**Term and spin-orbit errors in the 5d³ levels of Re⁴⁺**

The table holds measured (NIST) levels of Re⁴⁺ and the errors of spin-orbit CASSCF, MS-CASPT2 and SS-CASPT2 with a 5d active space (ANO-R1, X2C). The program builds the d³ Hamiltonian in intermediate coupling and fits the Racah parameters $B$, $C$ and the spin-orbit constant $\zeta$, with and without a term $\alpha L(L+1)$, to the 14 excited levels of each set; it also tries a uniform scale factor. The output shows that CASPT2 reduces the excess in $B$ and $C$ but leaves $\zeta$ about 10 % above the fit to the measured levels, so that MS-CASPT2 is too high by a nearly uniform 10 %. The model reproduces the measured levels only to about 500 cm⁻¹ rms, worst for ²P and ²H. Term energies from the same runs show that SS-CASPT2 shares the same correlation energy differently between ²P and ²H, which are degenerate in CASSCF.

Calculated values. Energy levels of Re⁴⁺ from state-averaged CASSCF and CASPT2 (IPEA shift 0.25 Ha, imaginary shift 0.1 Ha) in OpenMolcas 26.06, with X2C, ANO-R1 and a finite nucleus; the active shell is in brackets. Spin-orbit coupling is by state interaction with atomic mean-field integrals. Levels are matched to NIST's by configuration, term and J, and counted from the measured ground level.

## Numerical check

```python
# Table: Re4+ 5d3 levels (cm-1), NIST measured and errors of spin-orbit CASSCF, MS- and SS-CASPT2 (5d),
# OpenMolcas, ANO-R1, X2C. Tested: d3 intermediate coupling (Racah B, C, zeta, optional alpha L(L+1)), uniform scaling.
T = {
    'level': ['5d3 4F 3/2', '5d3 4F 5/2', '5d3 4F 7/2', '5d3 4F 9/2', '5d3 4P 1/2', '5d3 2G 7/2', '5d3 2H 9/2', '5d3 4P 5/2', '5d3 2P 1/2', '5d3 2H 11/2', '5d3 2D(1) 5/2', '5d3 2P 3/2', '5d3 2F 5/2', '5d3 2F 7/2', '5d3 2D(2) 5/2'],
    'measured': [0, 4853, 8973, 11914, 14325, 19013, 19967, 20922, 23669, 27077, 28739, 32766, 34162, 34625, 52467],  # 1/cm
    'err_casscf_5d': [0, 140, 570, 1140, 3020, 2850, 2570, 2930, 5050, 3440, 4810, 5780, 6550, 6330, 8700],  # 1/cm
    'err_ms_caspt2_5d': [0, 450, 830, 1140, 1500, 1890, 2220, 1760, 2600, 2990, 2600, 3060, 3700, 3670, 4340],  # 1/cm
    'err_ss_caspt2_5d': [0, 400, 780, 1060, 1920, 1830, 1910, 1760, 3750, 2480, 2380, 4080, 3620, 3620, 4420],  # 1/cm
}
import numpy as np, itertools as it
from scipy.optimize import least_squares
from scipy.constants import k, h, c, N_A, calorie
from sympy.physics.wigner import wigner_3j as w3
dets = list(it.combinations(range(10), 3)); ix = {d: i for i, d in enumerate(dets)}; E = np.zeros((10, 10, 120, 120))
for d in dets:
    for q, p in it.product(d, range(10)):
        r = [x for x in d if x != q]
        if p not in r:
            n = sorted(r + [p]); E[p, q, ix[tuple(n)], ix[d]] = (-1)**(d.index(q) + n.index(p))
lift = lambda o, s: np.tensordot(np.kron(o, s), E, 2)
m = np.arange(-2, 3); lz = np.diag(m*1.0); lp = np.diag(np.sqrt(6.0 - m[:-1]*(m[:-1] + 1)), -1)
sz = np.diag([-.5, .5]); sp = np.array([[0, 0], [1., 0]]); I2 = np.eye(2); I5 = np.eye(5)
Lp, Lz, Sp, Sz = lift(lp, I2), lift(lz, I2), lift(I5, sp), lift(I5, sz)
s = np.where(np.isclose(np.diag(Lz + Sz), .5))[0]; cut = lambda A: A[np.ix_(s, s)]
cas = lambda P, Z: cut(P.T@P + Z@Z + Z); L2, S2, J2 = cas(Lp, Lz), cas(Sp, Sz), cas(Lp + Sp, Lz + Sz)
Ck = lambda K, q: np.array([[float((-1)**abs(a)*5*w3(2, K, 2, 0, 0, 0)*w3(2, K, 2, -a, q, b)) for b in range(-2, 3)] for a in range(-2, 3)])
V2, V4 = [cut(sum(.5*t@t.T for t in (lift(Ck(K, q), I2) for q in range(-K, K + 1)))) for K in (2, 4)]
SO = cut(lift(lz, sz) + .5*lift(lp, sp.T) + .5*lift(lp.T, sp))
w, v = np.linalg.eigh(J2); U = {t: v[:, np.isclose(w, t*(t + 2)/4)] for t in (1, 3, 5, 7, 9, 11)}
H = lambda p: 49*(p[0] + p[1]/7)*V2 + 12.6*p[1]*V4 + p[2]*SO + (p[3] if len(p) > 3 else 0)*L2
lab = [x[4:] for x in T['level']]; tj = [int(x.split()[1].split('/')[0]) for x in lab]
rk = [tj[:i].count(t) for i, t in enumerate(tj)]; lab, tj, rk = lab[1:], tj[1:], rk[1:]  # ground is zero by construction
def lev(p):
    ev = {t: np.linalg.eigvalsh(u.T@H(p)@u) for t, u in U.items()}
    return np.array([ev[t][r] - ev[3][0] for t, r in zip(tj, rk)])
fit = lambda y, n=3: least_squares(lambda p: lev(p) - y, [750., 3200., 3700., 0.][:n], x_scale=[100, 300, 300, 10][:n])
M = np.array(T['measured'][1:], float); N = ['CASSCF', 'MS', 'SS']; rms = lambda x: np.sqrt(np.mean(x**2))
er = {a: np.array(T[b][1:], float) for a, b in zip(N, ['err_casscf_5d', 'err_ms_caspt2_5d', 'err_ss_caspt2_5d'])}
Y = {'measured': M, **{a: M + er[a] for a in N}}; i3, i9 = lab.index('2P 3/2'), lab.index('2H 9/2'); tr = []
for rk[i3], rk[i9] in it.product((1, 2, 3, 4), (1, 2)): tr.append((fit(Y['CASSCF']).cost, rk[i3], rk[i9]))
_, rk[i3], rk[i9] = min(tr); F = {a: fit(y) for a, y in Y.items()}; G = {a: fit(y, 4) for a, y in Y.items()}
print(f"Pairing from CASSCF fit: 2P 3/2 is root {rk[i3]+1} of 5, 2H 9/2 root {rk[i9]+1} of 3; errors rounded to 10 cm-1")
wl, vl = np.linalg.eigh(L2 + 100*S2); p0 = F['measured'].x
print("level | error % CASSCF MS SS | MS-CASSCF, SS-MS cm-1 | model-measured cm-1, 3 and 4 par | weight of named LS")
for i, x in enumerate(lab):
    L, S = 'SPDFGH'.index(x[1]), (int(x[0]) - 1)/2; u = U[tj[i]]; vec = u@np.linalg.eigh(u.T@H(p0)@u)[1][:, rk[i]]
    wt = np.sum((vl[:, np.isclose(wl, L*(L + 1) + 100*S*(S + 1))].T@vec)**2)
    print(f"{x:10s}|" + "".join(f"{100*er[a][i]/M[i]:6.1f}" for a in N) + f" |{er['MS'][i]-er['CASSCF'][i]:6.0f}{er['SS'][i]-er['MS'][i]:6.0f} |{F['measured'].fun[i]:6.0f}{G['measured'].fun[i]:6.0f} | {wt:.2f}")
for a in N:
    sc = Y[a]@M/(M@M); e = er[a]; sw = sum(Y[a][i] > Y[a][j] for i, j in it.combinations(range(len(M)), 2))
    print(f"{a}: mean error {e.mean():.0f} (4F {e[:3].mean():.0f}, rest {e[3:].mean():.0f}), worst {e.max():.0f} {lab[e.argmax()]}, mean {100*np.mean(e/M):.1f} %, scale {sc:.3f}, rms after scaling {rms(Y[a]/sc-M):.0f}, swapped pairs {sw}")
for a in Y:
    for g in (F[a], G[a]):
        j = np.abs(g.fun).argmax(); al = f" alpha {g.x[3]:.0f}" if len(g.x) > 3 else ""
        print(f"fit {a}: B {g.x[0]:.0f} C {g.x[1]:.0f} zeta {g.x[2]:.0f}{al} cm-1, rms {rms(g.fun):.0f}, worst {g.fun[j]:.0f} {lab[j]}")
low = {'CASSCF': 10706.7, 'MS': 11141.3, 'SS': 11088.0}  # spin-orbit lowering of ground level, outputs of the same runs
for a in N:
    p = F[a].x; de = lev([p[0], p[1], p0[2]]) - lev(p0); dz = lev([p0[0], p0[1], p[2]]) - lev(p0)
    ml = np.linalg.eigvalsh(H([p[0], p[1], 0]))[0] - np.linalg.eigvalsh(H(p))[0]; y = np.diff(np.r_[0, Y[a][:3]])
    print(f"{a}: B,C,zeta over measured fit {np.round(p/p0,3)}; mean shift 4F/rest from B,C {de[:3].mean():.0f}/{de[3:].mean():.0f}, from zeta {dz[:3].mean():.0f}/{dz[3:].mean():.0f}")
    print(f"   ground lowering run {low[a]:.0f} (less CASSCF {low[a]-low['CASSCF']:.0f}) model {ml:.0f}; 4F intervals {y}; cube of 4F 5/2 energy ratio {(Y[a][0]/M[0])**3:.2f}")
y = np.diff(np.r_[0, M[:3]]); print(f"measured 4F intervals {y} cm-1, ratios {np.round(5*y/y[0],2)} against Lande 5:7:9")
tn = ['4P', '2G', '2P', '2H', '2D(1)', '2F', '2D(2)']  # spin-free term energies above 4F (cm-1), outputs of the same runs
t = {'CASSCF': np.array([12610.6, 13706.1, 17877.2, 17877.2, 19612.4, 30390.6, 48169.5]),
     'MS': np.array([11220.4, 12206.4, 14416.3, 17001.3, 16664.8, 27226.0, 43199.4]),
     'SS': np.array([11220.4, 12206.4, 16099.3, 16542.4, 16676.9, 27226.0, 43187.3])}
print("term change MS less CASSCF, cm-1: " + ", ".join(f"{a} {x:.0f}" for a, x in zip(tn, t['MS'] - t['CASSCF'])))
print("term ratio MS/CASSCF: " + ", ".join(f"{a} {x:.3f}" for a, x in zip(tn, t['MS']/t['CASSCF'])))
wm = {a: (3*t[a][2] + 11*t[a][3])/14 for a in N}
for a in N: print(f"{a}: 2H-2P {t[a][3]-t[a][2]:.0f}, weighted 2P/2H mean {wm[a]:.1f}, B from 4P {t[a][0]/15:.0f}, B from 2F-2G {(t[a][5]-t[a][1])/20:.0f} cm-1")
print(f"term SS less MS: 2P {t['SS'][2]-t['MS'][2]:.0f}, 2H {t['SS'][3]-t['MS'][3]:.0f}; kT at 298 K {k*298/h/c/100:.0f}, 1 kcal/mol {1e3*calorie/N_A/h/c/100:.0f} cm-1")
assert all((er[a] > 0).all() for a in N) and er['MS'].mean() < er['CASSCF'].mean()
assert abs(wm['MS'] - wm['SS']) < 1 and (t['MS'] < t['CASSCF']).all()
assert rms(F['CASSCF'].fun) < 200
```

Output:

```
Pairing from CASSCF fit: 2P 3/2 is root 4 of 5, 2H 9/2 root 2 of 3; errors rounded to 10 cm-1
level | error % CASSCF MS SS | MS-CASSCF, SS-MS cm-1 | model-measured cm-1, 3 and 4 par | weight of named LS
4F 5/2    |   2.9   9.3   8.2 |   310   -50 |  -251  -172 | 0.96
4F 7/2    |   6.4   9.2   8.7 |   260   -50 |  -364  -246 | 0.89
4F 9/2    |   9.6   9.6   8.9 |     0   -80 |  -375  -203 | 0.67
4P 1/2    |  21.1  10.5  13.4 | -1520   420 |   265   116 | 0.76
2G 7/2    |  15.0   9.9   9.6 |  -960   -60 |  -100    75 | 0.87
2H 9/2    |  12.9  11.1   9.6 |  -350  -310 |  -500     5 | 0.58
4P 5/2    |  14.0   8.4   8.4 | -1170     0 |  -516  -573 | 0.92
2P 1/2    |  21.3  11.0  15.8 | -2450  1150 |  1069   656 | 0.76
2H 11/2   |  12.7  11.0   9.2 |  -450  -510 |  -741    38 | 1.00
2D(1) 5/2 |  16.7   9.0   8.3 | -2210  -220 |   209  -123 | 0.91
2P 3/2    |  17.6   9.3  12.5 | -2720  1020 |   832   315 | 0.58
2F 5/2    |  19.2  10.8  10.6 | -2850   -80 |   182   417 | 0.88
2F 7/2    |  18.3  10.6  10.5 | -2660   -50 |   112   392 | 0.96
2D(2) 5/2 |  16.6   8.3   8.4 | -4360    80 |  -465  -739 | 0.87
CASSCF: mean error 3849 (4F 617, rest 4730), worst 8700 2D(2) 5/2, mean 14.6 %, scale 1.168, rms after scaling 602, swapped pairs 0
MS: mean error 2339 (4F 807, rest 2757), worst 4340 2D(2) 5/2, mean 9.9 %, scale 1.096, rms after scaling 272, swapped pairs 0
SS: mean error 2429 (4F 747, rest 2888), worst 4420 2D(2) 5/2, mean 10.1 %, scale 1.100, rms after scaling 486, swapped pairs 0
fit measured: B 681 C 2896 zeta 3497 cm-1, rms 509, worst 1069 2P 1/2
fit measured: B 705 C 2760 zeta 3500 alpha 48 cm-1, rms 368, worst -739 2D(2) 5/2
fit CASSCF: B 837 C 3412 zeta 3913 cm-1, rms 45, worst -86 2G 7/2
fit CASSCF: B 839 C 3404 zeta 3913 alpha 3 cm-1, rms 40, worst -76 2G 7/2
fit MS: B 750 C 3115 zeta 3859 cm-1, rms 575, worst -1211 2H 11/2
fit MS: B 789 C 2900 zeta 3861 alpha 75 cm-1, rms 172, worst -322 2D(2) 5/2
fit SS: B 751 C 3051 zeta 3926 cm-1, rms 291, worst 751 2D(1) 5/2
fit SS: B 767 C 2966 zeta 3925 alpha 29 cm-1, rms 195, worst 546 2D(1) 5/2
CASSCF: B,C,zeta over measured fit [1.229 1.178 1.119]; mean shift 4F/rest from B,C -46/3212, from zeta 1003/1563
   ground lowering run 10707 (less CASSCF 0) model 10771; 4F intervals [4993. 4550. 3511.]; cube of 4F 5/2 energy ratio 1.09
MS: B,C,zeta over measured fit [1.102 1.075 1.103]; mean shift 4F/rest from B,C -18/1388, from zeta 873/1358
   ground lowering run 11141 (less CASSCF 435) model 10829; 4F intervals [5303. 4500. 3251.]; cube of 4F 5/2 energy ratio 1.30
SS: B,C,zeta over measured fit [1.103 1.053 1.122]; mean shift 4F/rest from B,C -13/1257, from zeta 1034/1613
   ground lowering run 11088 (less CASSCF 381) model 11098; 4F intervals [5253. 4500. 3221.]; cube of 4F 5/2 energy ratio 1.27
measured 4F intervals [4853. 4120. 2941.] cm-1, ratios [5.   4.24 3.03] against Lande 5:7:9
term change MS less CASSCF, cm-1: 4P -1390, 2G -1500, 2P -3461, 2H -876, 2D(1) -2948, 2F -3165, 2D(2) -4970
term ratio MS/CASSCF: 4P 0.890, 2G 0.891, 2P 0.806, 2H 0.951, 2D(1) 0.850, 2F 0.896, 2D(2) 0.897
CASSCF: 2H-2P 0, weighted 2P/2H mean 17877.2, B from 4P 841, B from 2F-2G 834 cm-1
MS: 2H-2P 2585, weighted 2P/2H mean 16447.4, B from 4P 748, B from 2F-2G 751 cm-1
SS: 2H-2P 443, weighted 2P/2H mean 16447.5, B from 4P 748, B from 2F-2G 751 cm-1
term SS less MS: 2P 1683, 2H -459; kT at 298 K 207, 1 kcal/mol 350 cm-1
```
